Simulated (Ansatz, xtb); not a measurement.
## Relative energy of two isomers of C6H7O2P

Structure a is `CC(=O)C1=C(C)OC=P1`, a singlet and structure b is `CC(=O)C1=PC(C)=CO1`, a singlet. Both are isolated molecules in the gas phase, relaxed with PBE0-D3(BJ)/def2-SVP; each stands in its lowest conformer found.

Quicker runs give these differences E(b) − E(a): GFN2-xTB +1.6 kcal/mol; HF/STO-3G +0.9 kcal/mol (at GFN2-xTB geometries); r2SCAN-D4/def2-SVP +2.8 kcal/mol (at GFN2-xTB geometries).

**Question.** Estimate E(b) − E(a) at the level CCSD(T)/def2-SVP + ΔMP2/def2-TZVPP.

**Answer.** Calculated at CCSD(T)/def2-SVP + ΔMP2/def2-TZVPP: E(b) − E(a) = +2.8 kcal/mol, so structure a lies lower.

The same difference at several levels:

```json
{"level": "GFN2-xTB", "geometry": "GFN2-xTB", "E(b) − E(a) (kcal/mol)": "+1.6", "departure from the last row (kcal/mol)": "−1.2", "job, with rough time for the two": "optimisation, 0.17 s"}
{"level": "HF/STO-3G", "geometry": "GFN2-xTB", "E(b) − E(a) (kcal/mol)": "+0.9", "departure from the last row (kcal/mol)": "−1.9", "job, with rough time for the two": "single point, 0.6 s"}
{"level": "r2SCAN-D4/def2-SVP", "geometry": "GFN2-xTB", "E(b) − E(a) (kcal/mol)": "+2.8", "departure from the last row (kcal/mol)": "+0.1", "job, with rough time for the two": "single point, 6.1 s"}
{"level": "PBE0-D3(BJ)/def2-SVP", "geometry": "PBE0-D3(BJ)/def2-SVP", "E(b) − E(a) (kcal/mol)": "+3.0", "departure from the last row (kcal/mol)": "+0.2", "job, with rough time for the two": "optimisation, 49 s"}
{"level": "HF/def2-SVP", "geometry": "PBE0-D3(BJ)/def2-SVP", "E(b) − E(a) (kcal/mol)": "+3.2", "departure from the last row (kcal/mol)": "+0.4", "job, with rough time for the two": "part of the CCSD(T) run"}
{"level": "MP2/def2-SVP", "geometry": "PBE0-D3(BJ)/def2-SVP", "E(b) − E(a) (kcal/mol)": "+2.1", "departure from the last row (kcal/mol)": "−0.6", "job, with rough time for the two": "part of the CCSD(T) run"}
{"level": "CCSD(T)/def2-SVP", "geometry": "PBE0-D3(BJ)/def2-SVP", "E(b) − E(a) (kcal/mol)": "+2.8", "departure from the last row (kcal/mol)": "0.0", "job, with rough time for the two": "single point"}
{"level": "CCSD(T)/def2-SVP + ΔMP2/def2-TZVPP", "geometry": "PBE0-D3(BJ)/def2-SVP", "E(b) − E(a) (kcal/mol)": "+2.8", "departure from the last row (kcal/mol)": "", "job, with rough time for the two": "single point, 3.5 min"}
```

As drawn, both hold the same kinds of bond in the same numbers.

None of the levels shown reverses the order. The largest departure from CCSD(T)/def2-SVP + ΔMP2/def2-TZVPP is that of HF/STO-3G, 1.9 kcal/mol. The last row adds to CCSD(T) the change of the MP2 difference between the two basis sets, here 0.0 kcal/mol.

With thermal terms from frequencies at re-optimised GFN2-xTB minima (ideal gas, soft modes damped towards free rotors, one conformer each, 298.15 K, 1 atm): on the last row, ΔE + ΔZPE = +2.8, ΔH = +2.9, ΔG = +2.4 kcal/mol.

The correlated steps freeze 13 core orbitals. Run with Ansatz 0.2.0, xtb 6.7.1; the last row on 4 threads of Arm Neoverse V1 on a shared host.

Both isomers are 1,3-oxaphospholes and differ only in where the acetyl and methyl groups sit, so the modest preference for a reflects substituent placement rather than a change of ring type. In a, the ring oxygen and the acetyl group lie at opposite ends of one C=C bond, a push-pull arrangement like that of a vinylogous ester. In b, the acetyl group sits on the carbon between oxygen and phosphorus, and the corresponding donation must take a longer path through the P=C unit. This difference probably outweighs the crowding of the neighbouring acetyl and methyl groups in a.

The preference is already present in HF/def2-SVP, at +3.2 kcal/mol, so it does not depend on electron correlation. MP2 lowers it to +2.1 kcal/mol, and CCSD(T) restores most of that reduction. Thermal terms leave a favoured, with ΔG = +2.4 kcal/mol. This thermodynamic ordering does not show that the isomers can interconvert, which would require rearranging the ring or moving its substituents.
